# How does the Potts model at $q\to1$ turn into bond percolation?

**Question.** I keep reading that bond percolation "is the $q\to1$ limit of the Potts model". With one spin state there is nothing to sum, so $Z=e^{K\times\text{(number of bonds)}}$ and there is no singularity at any temperature. Where is the percolation transition hiding? How do the cluster numbers come out, what plays the role of the magnetic field, and how does this give $p_c=1/2$ for bonds on the square lattice?

---

**Answer.** At $q=1$ the free energy is indeed trivial. Percolation sits in its first derivative with respect to $q$. To make sense of that derivative one rewrites $Z$ as a polynomial in $q$, which is the representation of Fortuin and Kasteleyn (1972).

## 0. Conventions

$G$ is a finite graph with $N$ sites and $M$ bonds; on the square lattice $M/N\to2$. Spins take the values $s_i=1,\dots,q$, and
$$-\frac{H}{k_BT}=K\sum_{\langle ij\rangle}\delta(s_i,s_j),\qquad K=\frac{J}{k_BT}\ge0 .$$
$K$ and the field $h$ below are dimensionless, and densities are per site. For a set $A$ of open bonds, $b(A)$ is their number and $c(A)$ the number of connected clusters of the graph formed by all $N$ sites and the bonds of $A$. An isolated site is a cluster, and the size $s$ of a cluster counts its sites. $\langle\cdot\rangle_p$ is the average in bond percolation, where each bond is open independently with probability $p$.

## 1. The cluster representation

Since $\delta$ is 0 or 1, each bond factor is linear in it:
$$e^{K\delta}=1+v\,\delta,\qquad v=e^K-1 .$$
Multiply out the product over bonds. Each term picks "$v\delta$" on some set $A$ and "1" on the rest:
$$Z=\sum_{\{s\}}\prod_{\langle ij\rangle}\bigl[1+v\,\delta(s_i,s_j)\bigr]=\sum_{A}v^{b(A)}\sum_{\{s\}}\prod_{\langle ij\rangle\in A}\delta(s_i,s_j).$$
Both sums are finite, so their order is free. The product of deltas is 1 exactly when the spin is constant on every cluster of $A$, and different clusters are unconstrained. The spin sum therefore equals $q^{c(A)}$:
$$Z_G(q,v)=\sum_{A}v^{b(A)}\,q^{c(A)}.\tag{1}$$
The right side is a polynomial in $q$. A polynomial is fixed by its values at the positive integers, so (1) is the unique polynomial continuation of the Potts partition function, and from now on it defines $Z$ for real $q>0$.

Set $p=v/(1+v)=1-e^{-K}$. Then $v^b=(1+v)^M p^b(1-p)^{M-b}$ and $1+v=e^K$, so
$$Z=e^{KM}\sum_A p^{b}(1-p)^{M-b}q^{c}=e^{KM}\langle q^{c}\rangle_p .\tag{2}$$
The normalised weights $\phi_{q,v}(A)=v^{b}q^{c}/Z$ define the random-cluster measure. At $q=1$ the factor $q^c$ drops out and $\phi$ is bond percolation at $p=1-e^{-K}$.

**Correlations are connectivities.** Insert $\delta(s_i,s_j)$ in the spin sum. If $A$ connects $i$ and $j$ the sum still gives $q^c$. Otherwise one of the free cluster spins is tied to another and it gives $q^{c-1}$. Hence
$$\langle\delta(s_i,s_j)\rangle-\frac1q=\Bigl(1-\frac1q\Bigr)\phi_{q,v}(i\leftrightarrow j).\tag{3}$$
The spin correlation vanishes at $q=1$, but after division by $1-1/q$ it tends to the pair connectedness of percolation. This is the general pattern: the information is in the coefficient of $q-1$.

**Example.** For a single plaquette (four sites on a ring) the transfer matrix $1+v\delta$ has eigenvalues $v+q$ (once) and $v$ ($q-1$ times), so $Z=(v+q)^4+(q-1)v^4$. Counting bond sets gives $q^4+4vq^3+6v^2q^2+4v^3q+v^4q$, the same polynomial. The last term carries $q$ because the fourth bond closes a loop and removes no cluster.

## 2. The derivative at $q=1$ counts clusters

Differentiate (2) at fixed $K$:
$$q\,\frac{\partial\ln Z}{\partial q}=\langle c\rangle_{\phi},\qquad \frac{\partial \ln Z}{\partial q}\Big|_{q=1}=\langle c\rangle_p .\tag{4}$$
With $q=e^{t}$, $\ln Z-KM$ is the cumulant generating function of the cluster number. For the plaquette at $v=1$, $Z=16$ and $\partial_qZ=33$, so $\langle c\rangle=33/16=2.0625$.

Phase transitions need $N\to\infty$, and one has to show that this limit commutes with $\partial_q$. Three steps do it.

*(a) The free energy exists.* Add one bond to $G$. Each old set $A$ yields two new sets, with the bond closed (factor 1) or open (factor $v$ if its ends were already connected, $v/q$ if it merges two clusters). So $Z$ is multiplied by a number between 1 and $1+v\max(1,1/q)$. Cutting a large box into $L\times L$ boxes removes $O(L)$ bonds per box and changes $\ln Z/N$ by $O(1/L)$. Thus $f(q,v)=\lim \ln Z/N$ exists and is insensitive to any change made on $O(L)$ boundary bonds.

*(b) The cluster density exists.* Let $\mathcal C_i$ be the cluster of site $i$. A cluster of $s$ sites contributes $s\cdot(1/s)=1$ to $\sum_i 1/|\mathcal C_i|$, so $c=\sum_i1/|\mathcal C_i|$. For a site at distance $r$ from the boundary, $1/|\mathcal C_i|$ in the box differs from its infinite-lattice value only if the cluster reaches the boundary, and then both are at most $1/r$. Therefore
$$\frac{\langle c\rangle_p}{N}\to n(p)=\sum_{s=1}^\infty n_s(p),\qquad n_s=\frac1s\,P_p(|\mathcal C_0|=s),$$
where $n_s$ is the number of $s$-site clusters per site. An infinite cluster contributes $1/\infty=0$.

*(c) The $q$ dependence is uniformly controlled.* Given all other bonds, a bond is open under $\phi$ with probability $p=v/(1+v)$ if its ends are connected elsewhere and $\tilde p=v/(v+q)$ if they are not, by the factors in (a). The difference is
$$p-\tilde p=\frac{v\,(q-1)}{(1+v)(v+q)} .$$
Reveal the bonds one at a time. The probability $\pi_k$ that bond $k$ is open, given those already revealed, is an average of the two values, so it lies between $p$ and $\tilde p$. Draw independent uniform numbers $U_k$, open bond $k$ in one copy if $U_k<\pi_k$ and in a second copy if $U_k<p$. The first copy is distributed as $\phi_{q,v}$, the second as percolation, and each bond differs with probability at most $|p-\tilde p|$. Flipping one bond changes $c$ by at most 1, so $|\langle c\rangle_\phi-\langle c\rangle_p|\le M|p-\tilde p|$. Integrating (4) from 1 to $q$ gives $\ln Z/N=KM/N+(q-1)\langle c\rangle_p/N+O((q-1)^2)$ with a remainder uniform in $N$. Taking the limit on the square lattice,
$$f(q,v)=2K+(q-1)\,n(p)+O\bigl((q-1)^2\bigr),\qquad n(p)=\frac{\partial f}{\partial q}\Big|_{q=1}.\tag{5}$$
The term $2K$ is the trivial one in the question. The function $n(p)$ is the free energy of percolation.

## 3. The ghost field

Couple a field $h\ge0$ to state 1:
$$-\frac{H}{k_BT}=K\sum_{\langle ij\rangle}\delta(s_i,s_j)+h\sum_i\bigl[\delta(s_i,1)-1\bigr].$$
The $-1$ only shifts $\ln Z/N$ by $-h$, which does not depend on $q$. Repeat the expansion of section 1. A cluster of $s$ sites has weight 1 in state 1 and $e^{-hs}$ in each of the other $q-1$ states, so
$$Z(q,v,h)=\sum_Av^{b(A)}\prod_{\text{clusters}}\bigl[1+(q-1)e^{-hs}\bigr].\tag{6}$$
At $q=1$ every bracket is 1, and the derivative of the product is the sum of $e^{-hs}$ over clusters:
$$F(p,h)\equiv\lim_{N\to\infty}\frac1N\frac{\partial\ln Z}{\partial q}\Big|_{q=1}=\sum_s n_s(p)\,e^{-hs}.\tag{7}$$
The limit follows as in (b), with $e^{-h|\mathcal C_i|}/|\mathcal C_i|$ in place of $1/|\mathcal C_i|$.

The name comes from a second reading. Add one ghost site $g$ joined to every site with coupling $h$, and call the enlarged graph $G^+$. By the permutation symmetry of the states the sum over $s_g$ gives $q$ equal terms, so $Z_{G^+}=q\,e^{hN}Z(q,v,h)$. Applying (2) and (4) to $G^+$, each ghost bond is open with probability $1-e^{-h}$, and a lattice cluster of $s$ sites stays detached from $g$ with probability $e^{-hs}$. The clusters of $G^+$ are the detached ones plus the one containing $g$, which matches the extra $\partial_q\ln q=1$. So $F$ is the density of clusters not attached to the ghost. Step (c) carries over with $N$ more bonds, so $f=2K+(q-1)F+O((q-1)^2)$.

**Order parameter.** Normalise the magnetisation as $m=(q\langle\delta(s_i,1)\rangle-1)/(q-1)$, which is 0 for random and 1 for aligned spins. Since $\langle\delta(s_i,1)\rangle=\langle\delta(s_i,s_g)\rangle_{G^+}$, equation (3) gives $m=\phi(i\leftrightarrow g)$. At $q=1$ a site fails to reach the ghost only if its cluster is finite and detached:
$$m(p,h)=1-\sum_s s\,n_s e^{-hs}=1+\frac{\partial F}{\partial h}.\tag{8}$$
For $h>0$ an infinite cluster is attached with certainty. Since $\sum_s s\,n_s=1-P_\infty$ is the probability that a site lies in a finite cluster, taking $N\to\infty$ first and $h\to0^+$ afterwards gives the dictionary
$$F\to n,\qquad m\to P_\infty,\qquad \frac{\partial m}{\partial h}=\frac{\partial^2F}{\partial h^2}\to\sum_s s^2n_s .$$
The spontaneous magnetisation is the strength of the infinite cluster, and the susceptibility is $\sum_s s^2n_s$, the mean cluster size seen from a random site, with infinite clusters counted as zero.

Exponents translate in the same way. Suppose $P_\infty(p_c)=0$ and $n_s\simeq a\,s^{-\tau}$ at $p_c$ with $2<\tau<3$. Then $m=\sum_s s\,n_s(1-e^{-hs})$ is dominated by $s\sim1/h$. With $x=hs$ and one integration by parts,
$$m\simeq a\,h^{\tau-2}\int_0^\infty x^{1-\tau}(1-e^{-x})\,dx=a\,\frac{\Gamma(3-\tau)}{\tau-2}\,h^{\tau-2},$$
so $m\sim h^{1/\delta}$ with $\tau=2+1/\delta$.

## 4. Planar duality

Let $G$ be connected and planar, and $h=0$. The dual $G^*$ has a site in each face of $G$, the outer face included, and one bond crossing each bond of $G$. To $A$ assign $A^*$, the dual bonds that cross the closed bonds. This is a one-to-one map with $b(A^*)=M-b(A)$.

*Euler's relation.* Let $\ell(A)$ be the number of regions into which the drawing of the sites and open bonds divides the plane. Then
$$N-b+\ell=1+c .$$
For empty $A$ it reads $N+1=1+N$. An added bond either merges two clusters ($c$ falls by 1, $\ell$ fixed) or closes a loop and splits a region ($\ell$ rises by 1, $c$ fixed), and both moves preserve the relation.

*Regions are dual clusters.* Two faces of $G$ belong to the same region exactly when one can walk from one to the other crossing only closed bonds, that is along $A^*$. So $\ell(A)=c(A^*)$ and
$$c(A)=c(A^*)+N-1-b(A).\tag{9}$$
Insert (9) in (1) and use $b=M-b^*$:
$$Z_G(q,v)=q^{N-1}\sum_A\Bigl(\frac vq\Bigr)^{b}q^{c^*}=q^{N-1-M}\,v^{M}\,Z_{G^*}(q,v^*),\qquad v\,v^*=q.\tag{10}$$
For the plaquette, $G^*$ is two sites joined by four parallel bonds, $Z_{G^*}=q^2+q[(1+v^*)^4-1]$, and $q^{-1}v^4Z_{G^*}$ at $v^*=q/v$ equals $(v+q)^4+(q-1)v^4$, as in section 1.

The dual of an $L\times L$ box of the square lattice is an $(L-1)\times(L-1)$ box plus one outer site attached by $O(L)$ bonds. By (a) this has the same free energy per site, so
$$f(q,v)=2\ln v-\ln q+f(q,q/v).\tag{11}$$
The map $v\to q/v$ exchanges high and low temperature and has the fixed point
$$v=\sqrt q,\qquad K_{sd}=\ln(1+\sqrt q),\qquad p_{sd}=\frac{\sqrt q}{1+\sqrt q}.$$
The prefactor in (11) is analytic, so singularities of $f$ occur in pairs $(v,q/v)$. If there is exactly one on the positive axis, it lies at $v=\sqrt q$. For $q=2$ this is $K=0.8814$ and $p=0.5858$. Since $\delta=(1+\sigma\sigma')/2$ for $\sigma=\pm1$, the Ising coupling is $K/2=0.4407$.

At $q=1$, (11) is the identity $2\ln(1+v)=2\ln v+2\ln(1+1/v)$ and contains no singularity. One must again take the $q$ derivative, or simply average (9) in percolation. Dual bonds are then independent and open with probability $1-p$, and $\langle b\rangle=pM$, so
$$n(p)=n(1-p)+1-2p.\tag{12}$$
This is the relation used by Sykes and Essam (1964). A unique singular point of $n(p)$ must be at $p=1/2$, that is $v=1$,
$$K_c=\ln2=0.6931,\qquad k_BT_c/J=1.4427 .$$
Duality alone does not supply the uniqueness. That $p_c=1/2$ is a theorem of Kesten (1980), built on the result of Harris (1960) that $P_\infty(1/2)=0$. For all $q\ge1$, Beffara and Duminil-Copin (2012) proved that the transition is at $v=\sqrt q$. These proofs are quoted here and not reproduced.

## 5. Range of validity

* Equations (1) and (6) are algebraic identities on any finite graph in any dimension, and (10) on any finite connected planar graph. Bond-dependent couplings only replace $v^b$ by $\prod_{e\in A}v_e$.
* The probabilistic reading needs non-negative weights: $K\ge0$, $q>0$ and, for the ghost bonds, $h\ge0$. For antiferromagnetic $K$ one has $-1\le v<0$ and signed weights.
* "$q\to1$" means the coefficient of $q-1$ at fixed $K$ and $h$. By step (c) it commutes with $N\to\infty$ for first $q$ derivatives on lattices of bounded coordination. The limits $N\to\infty$ and $h\to0^+$ do not commute where $P_\infty>0$.
* The correspondence is with independent bond percolation. The clusters are not the domains of equal spins. In the expansion of section 1 a bond between equal spins has weights 1 (closed) and $v$ (open), so it is open with probability $p$ only.
* Duality needs planarity and fails for $h\neq0$, since $G^+$ is not planar for a large box. Self-duality is special to the square lattice among the regular ones; (10) maps the triangular lattice to the honeycomb lattice.
* The self-dual point is the critical point by the theorems quoted for $q\ge1$, and duality says nothing about the order of the transition. The exact solution of Baxter (1973) makes it continuous for $q\le4$ and first order for $q>4$.

## 6. Numerical illustration: $q=1$, $K_c=\ln 2$

All numbers below belong to the lattice model at $p=1/2$.

**Small clusters by counting.** A cluster on a given set of sites needs its internal open bonds to connect it and all bonds leaving the set closed. A set of $s$ sites with $k$ internal lattice bonds has $4s-2k$ outgoing bonds. Counting shapes per site up to translation, there is 1 shape for $s=1$, 2 for $s=2$, and 6 for $s=3$ (2 straight, 4 bent). For $s=4$ there are 19, of which 18 have $k=3$ (2 straight, 4 T, 4 S or Z, 8 L or J) and one is the square with $k=4$, connected by four open bonds or by any three. With $\bar p=1-p$,
$$n_1=\bar p^{4},\quad n_2=2p\,\bar p^{6},\quad n_3=6p^2\bar p^{8},\quad n_4=18p^3\bar p^{10}+(p^4+4p^3\bar p)\,\bar p^{8}.$$
Clusters of five sites need at least four bonds, so these four must saturate the sum rules through order $p^3$. Expanding, $\sum_{s\le4}s\,n_s=1+O(p^4)$ and $\sum_{s\le4}n_s=1-2p+O(p^4)$. The second agrees with (12), where $n(1-p)\simeq p^4$ is the density of isolated sites at high bond density.

At $p=1/2$, with ghost field $h=1$ in the last two columns (sums taken before rounding):

| $s$ | $n_s$ | $s\,n_s$ | $n_se^{-s}$ | $s\,n_se^{-s}$ |
|---|---|---|---|---|
| 1 | 0.062500 | 0.062500 | 0.022992 | 0.022992 |
| 2 | 0.015625 | 0.031250 | 0.002115 | 0.004229 |
| 3 | 0.005859 | 0.017578 | 0.000292 | 0.000875 |
| 4 | 0.003418 | 0.013672 | 0.000063 | 0.000250 |
| sum | 0.087402 | 0.125000 | 0.025461 | 0.028347 |

The remaining fraction $7/8$ of the sites lies in clusters of at least five sites, which adds at most $(7/8)/5$ to $n$. Counting alone thus gives $0.0874<n(1/2)<0.2624$.

**The exact value from the Potts side.** One outside input is needed, the free energy on the self-dual line, which Baxter obtained through the equivalence with the six-vertex model found by Temperley and Lieb (1971). It is taken as given here. For $0<q<4$ and $\sqrt q=2\cos\mu$,
$$g(q)\equiv f(q,\sqrt q)=\tfrac12\ln q+\mathcal I(\mu),\qquad \mathcal I(\mu)=\int_{-\infty}^{\infty}\frac{dx}{x}\,\frac{\tanh(\mu x)\sinh[(\pi-\mu)x]}{\sinh(\pi x)} .$$
First test the normalisation at $q=1$, $\mu=\pi/3$, where (5) demands $2K_c=2\ln2$. Put $y=\pi x/3$ and use $\sinh3y=\sinh y\,(2\cosh2y+1)$. The integrand becomes $2\sinh^2y/(y\sinh3y)=(\cosh 2y-1)/(y\sinh3y)$. The standard integral $\int_0^\infty \sinh(ay)/\sinh(3y)\,dy=(\pi/6)\tan(\pi a/6)$, integrated over $a$ from 0 to 2, gives $-\ln\cos(\pi/3)=\ln2$ for the half line. Hence $\mathcal I(\pi/3)=2\ln2=1.3863$, as required.

Along the line $v=\sqrt q$ both arguments move. From (1), $d\ln Z/dq=\langle c\rangle/q+\langle b\rangle/(2q)$, because $v\,\partial_v\ln Z=\langle b\rangle$ and $d\ln v/dq=1/(2q)$. The coupling of step (c) controls both averages uniformly in $N$, and at $q=1$ one has $\langle b\rangle/N=2p=1$. So $g'(1)=n(1/2)+\tfrac12$. On the other side, $q=4\cos^2\mu$ gives $dq/d\mu=-4\sin2\mu=-2\sqrt3$, so $g'(1)=\tfrac12-\mathcal I'(\pi/3)/(2\sqrt3)$. The halves cancel:
$$n(1/2)=-\frac{\mathcal I'(\pi/3)}{2\sqrt3}.$$
Differentiate under the integral, which converges exponentially. The factor $1/x$ cancels:
$$\mathcal I'(\mu)=\int_{-\infty}^\infty dx\,\frac{\sinh[(\pi-\mu)x]/\cosh^2(\mu x)-\tanh(\mu x)\cosh[(\pi-\mu)x]}{\sinh(\pi x)} .$$
At $\mu=\pi/3$ the numerator is $\tanh y\,(2-\cosh2y)$. With $C=\cosh y$, $\cosh 2y=2C^2-1$, the integrand is
$$\frac{3-2C^2}{C\,(4C^2-1)}=-\frac3C+\frac{10\,C}{4C^2-1}.$$
The first term integrates to $-3\pi$. In the second, $u=\sinh y$ gives $10\int du/(4u^2+3)=10\pi/(2\sqrt3)$. With $dx=(3/\pi)\,dy$,
$$\mathcal I'(\pi/3)=5\sqrt3-9=-0.3397,\qquad n(1/2)=\frac{3\sqrt3-5}{2}=0.098076 .$$
This lies inside the counting bracket. There is one cluster per $1/n=3\sqrt3+5=10.196$ sites. Clusters of up to four sites make up 89 per cent of all clusters but hold only 12.5 per cent of the sites.

**With the ghost field.** The clusters with $s\ge5$ have total density $0.098076-0.087402=0.010674$. At $h=1$ both $e^{-s}$ and $s\,e^{-s}$ decrease for $s\ge1$, so these clusters add at most $e^{-5}\times0.010674=7.19\times10^{-5}$ to (7) and $5e^{-5}\times0.010674=3.60\times10^{-4}$ to the sum in (8). Therefore
$$0.025461<F(\tfrac12,1)<0.025533,\qquad 0.97129<m(\tfrac12,1)<0.97165 .$$
In Potts language, near $q=1$ and at fixed $K=\ln2$ the free energy is $f\simeq1.3863+0.0981\,(q-1)$ at zero field and $f\simeq1.3863+0.0255\,(q-1)$ at $h=1$. The constant is the trivial one-state term, and the slope is the percolation problem.